**Finite-nucleus shifts in Pr+: contact density times change of ⟨r²⟩**

The table holds the shifts of the total energy, the 1s level and the 6s level, and the electron density at the nucleus, for Pr+ with a Fermi nucleus of five rms radii, from spherical, unpolarised all-electron Dirac–Kohn–Sham PBE runs with radks. The program fits nothing: it tests the estimate dE/d⟨r²⟩ = (2π/3)Zρ(0), its uniform-sphere correction 1 − (4/21)(Zα)², and the Dirac powers 2γ and 2γ − 2. The slope of the total energy is 0.96 of the estimate in all four intervals, against 0.965 from the correction. The total shifts follow R^(2γ) within 0.12 % of the mean quotient, where R² strays by up to 1.65 %, while the density falls with order −0.215, steeper than the Dirac value −0.195. The total is 2.41 times the 1s shift, and the 6s/1s ratio of about 8.9 × 10⁻⁵ scatters by 0.45 %.

Spherical all-electron Dirac–Kohn–Sham calculations of Pr+ (Z = 59), [Xe] (4f5/2)3 (6s1/2)1, with the radial solver radks (version 1) and Libxc, using the PBE functional without spin polarisation. The nucleus is a Fermi charge distribution of varied rms radius; shifts are taken from the reference radius of 4.8919 fm, and the outer s level is 6s1/2.

## Script

```python
# Table: Pr+ (Z=59), radks spherical all-electron Dirac-Kohn-Sham, PBE, Fermi nucleus of varied rms
# radius: shifts of total energy, 1s and 6s levels, and density at the nucleus.
# Tested: dE/d<r2> = (2pi/3) Z rho(0) (no parameters), orders in R against 2*gamma, ratios of shifts.
T = {
    'nuclear_rms_radius': [4.124, 4.672, 4.892, 5.254, 5.469],  # fm
    'total_energy_shift': [-3.3832, -1.016, 0.0, 1.7507, 2.8378],  # eV
    'shift_of_1s': [-1.4039, -0.4216, 0.0, 0.72645, 1.1775],  # eV
    'shift_of_outer_s': [-0.1252, -0.03743, 0.0, 0.06469, 0.1049],  # meV
    'density_at_nucleus': [432500, 421000, 416900, 410600, 407000],  # e/bohr³
}
import numpy as np
from scipy.constants import alpha, physical_constants as pc
Z = 59
a0 = pc['Bohr radius'][0]*1e15; Eh = pc['Hartree energy in eV'][0]
R, E, e1, e6, rho = [np.array(T[k], float) for k in ('nuclear_rms_radius', 'total_energy_shift',
                     'shift_of_1s', 'shift_of_outer_s', 'density_at_nucleus')]
i0 = int(np.argmin(abs(E))); R0 = 4.8919   # reference radius as given in the caption
R[i0] = R0
uR = np.full(len(R), 5e-4); uR[i0] = 5e-5   # half of the last printed digit, fm
hu = lambda x, s: 0.5*10.0**(np.floor(np.log10(abs(x))) - s + 1)
m = np.arange(len(R)) != i0
g = np.sqrt(1 - (Z*alpha)**2); c = 2*np.pi/3*Z*Eh/a0**2
print(f"Z*alpha {Z*alpha:.4f}, gamma {g:.4f}, 2gamma {2*g:.3f}, 2gamma-2 {2*g-2:.3f}")
print(f"a0/Z {a0/Z:.0f} fm = {a0/Z/R0:.0f} x reference radius; 2ZR/a0 {2*Z*R0/a0:.4f}")
print("Shifts against the reference radius")
print("R fm | d<r2> fm2 | total/d<r2> eV/fm2 (rounding %) | 1s eV/fm2 | 6s meV/fm2")
d = R**2 - R0**2; ud = 100*(2*R*uR + 2*R0*uR[i0])/np.where(m, abs(d), 1)
for i in np.where(m)[0]:
    print(f"{R[i]:.3f} | {d[i]:+.3f} | {E[i]/d[i]:.4f} ({ud[i]:.2f}) | {e1[i]/d[i]:.4f} | {e6[i]/d[i]:.5f}")
s = E[m]/d[m]
print(f"total/d<r2> changes {100*(s[-1]/s[0]-1):+.1f} % first to last row")
print("R fm | total/1s (rounding) | 6s/1s x1e5 (rounding) | 6s less median ratio x 1s, meV")
rt = E[m]/e1[m]; r6 = e6[m]*1e-3/e1[m]; med = np.median(r6)
for r, a, b, x, y, z in zip(R[m], rt, r6, E[m], e1[m], e6[m]):
    ua = a*(hu(x, 5)/abs(x) + hu(y, 5)/abs(y)); ub = b*(hu(z, 4)/abs(z) + hu(y, 5)/abs(y))
    print(f"{r:.3f} | {a:.4f} ({ua:.4f}) | {b*1e5:.3f} ({ub*1e5:.3f}) | {z-med*y*1e3:+.5f}")
print(f"6s/1s spread {100*np.ptp(r6)/med:.2f} %; 1s shift is {1/med:.0f} x the 6s shift")
print(f"two 1s shifts = {200/rt.mean():.1f} % of total; excess {rt.mean()-2:.2f} 1s shifts")
print(f"Estimate (2pi/3) Z rho(0) at reference density: {c*rho[i0]:.4f} eV/fm2")
print("interval fm | slope eV/fm2 (rounding %) | estimate | slope/estimate | density order (rounding)")
sl = np.diff(E)/np.diff(R**2); est = c*(rho[1:] + rho[:-1])/2; q = sl/est
us = (2*R[1:]*uR[1:] + 2*R[:-1]*uR[:-1])/np.diff(R**2)
lr = np.diff(np.log(R)); od = np.diff(np.log(rho))/lr
uo = (hu(rho[1:], 4)/rho[1:] + hu(rho[:-1], 4)/rho[:-1])/lr
for j in range(len(sl)):
    print(f"{R[j]:.3f}-{R[j+1]:.3f} | {sl[j]:.4f} ({100*us[j]:.2f}) | {est[j]:.4f} | {q[j]:.4f} | {od[j]:.3f} ({uo[j]:.3f})")
f = 1 - 4/21*(Z*alpha)**2
print(f"mean slope/estimate {q.mean():.4f} (short by {100*(1-q.mean()):.1f} %), spread {100*np.ptp(q)/q.mean():.2f} %")
print(f"uniform-sphere factor 1-(4/21)(Z alpha)^2 = {f:.4f} (short by {100*(1-f):.1f} %); left over {100*(q.mean()/f-1):+.2f} %")
L = np.log(R[-1]/R[0]); oD = np.log(rho[-1]/rho[0])/L
uD = (hu(rho[0], 4)/rho[0] + hu(rho[-1], 4)/rho[-1])/L + abs(oD)*(uR[0]/R[0] + uR[-1]/R[-1])/L
print(f"density: {100*(rho[-1]/rho[0]-1):+.1f} % while R grows {100*(R[-1]/R[0]-1):.1f} %")
print(f"order of density in R {oD:.3f} +- {uD:.3f}; Dirac value {2*g-2:.3f}; difference {oD-2*g+2:+.3f}")
Rm = np.sqrt((R[1:]**2 + R[:-1]**2)/2); Lm = np.log(Rm[-1]/Rm[0])
oS = np.log(sl[-1]/sl[0])/Lm
print(f"order of slope in R {oS:.3f} +- {(us[0]+us[-1])/Lm:.3f}; energy power {2+oS:.2f}; slope change {100*(sl[-1]/sl[0]-1):+.1f} %")
print("total/(R^p - R0^p), deviation from its mean in %, rows in order of R")
for lab, p in (("p = 2", 2.0), ("p = 2gamma", 2*g)):
    k = E[m]/(R[m]**p - R0**p); dev = 100*(k/k.mean() - 1); w = int(np.argmax(abs(dev)))
    print(f"{lab}: " + " ".join(f"{x:+.2f}" for x in dev) + f"; worst row {R[m][w]:.3f} fm")
print("radius rounding %: " + " ".join(f"{x:.2f}" for x in ud[m]))
print(f"nonrelativistic unscreened 1s pair 2Z^3/pi {2*Z**3/np.pi:.0f} e/bohr3; table/that {rho[i0]/(2*Z**3/np.pi):.2f}")
print(f"full span: total {np.ptp(E):.3f} eV, 1s {np.ptp(e1):.3f} eV, 6s {np.ptp(e6):.4f} meV")
assert all(np.all(np.diff(x) > 0) for x in (E, e1, e6)) and np.all(np.diff(rho) < 0)
assert np.all((rt > 2.0) & (rt < 2.6)) and np.ptp(rt) < 0.001
assert -0.25 < oD < -0.15 and -0.26 < oS < -0.14
assert np.all((q > 0.94) & (q < 0.98))
```

Output:

```
Z*alpha 0.4305, gamma 0.9026, 2gamma 1.805, 2gamma-2 -0.195
a0/Z 897 fm = 183 x reference radius; 2ZR/a0 0.0109
Shifts against the reference radius
R fm | d<r2> fm2 | total/d<r2> eV/fm2 (rounding %) | 1s eV/fm2 | 6s meV/fm2
4.124 | -6.923 | 0.4887 (0.07) | 0.2028 | 0.01808
4.672 | -2.103 | 0.4831 (0.25) | 0.2005 | 0.01780
5.254 | +3.674 | 0.4765 (0.16) | 0.1977 | 0.01761
5.469 | +5.979 | 0.4746 (0.10) | 0.1969 | 0.01754
total/d<r2> changes -2.9 % first to last row
R fm | total/1s (rounding) | 6s/1s x1e5 (rounding) | 6s less median ratio x 1s, meV
4.124 | 2.4099 (0.0001) | 8.918 (0.004) | -0.00016
4.672 | 2.4099 (0.0001) | 8.878 (0.001) | +0.00012
5.254 | 2.4099 (0.0001) | 8.905 (0.001) | -0.00001
5.469 | 2.4100 (0.0001) | 8.909 (0.005) | +0.00002
6s/1s spread 0.45 %; 1s shift is 11227 x the 6s shift
two 1s shifts = 83.0 % of total; excess 0.41 1s shifts
Estimate (2pi/3) Z rho(0) at reference density: 0.5006 eV/fm2
interval fm | slope eV/fm2 (rounding %) | estimate | slope/estimate | density order (rounding)
4.124-4.672 | 0.4911 (0.18) | 0.5124 | 0.9584 | -0.216 (0.002)
4.672-4.892 | 0.4831 (0.25) | 0.5031 | 0.9603 | -0.213 (0.005)
4.892-5.254 | 0.4765 (0.16) | 0.4968 | 0.9592 | -0.213 (0.003)
5.254-5.469 | 0.4715 (0.47) | 0.4909 | 0.9606 | -0.220 (0.006)
mean slope/estimate 0.9596 (short by 4.0 %), spread 0.23 %
uniform-sphere factor 1-(4/21)(Z alpha)^2 = 0.9647 (short by 3.5 %); left over -0.53 %
density: -5.9 % while R grows 32.6 %
order of density in R -0.215 +- 0.001; Dirac value -0.195; difference -0.020
order of slope in R -0.207 +- 0.033; energy power 1.79; slope change -4.0 %
total/(R^p - R0^p), deviation from its mean in %, rows in order of R
p = 2: +1.65 +0.49 -0.87 -1.27; worst row 4.124 fm
p = 2gamma: +0.12 +0.10 -0.11 -0.10; worst row 4.124 fm
radius rounding %: 0.07 0.25 0.16 0.10
nonrelativistic unscreened 1s pair 2Z^3/pi 130748 e/bohr3; table/that 3.19
full span: total 6.221 eV, 1s 2.581 eV, 6s 0.2301 meV
```
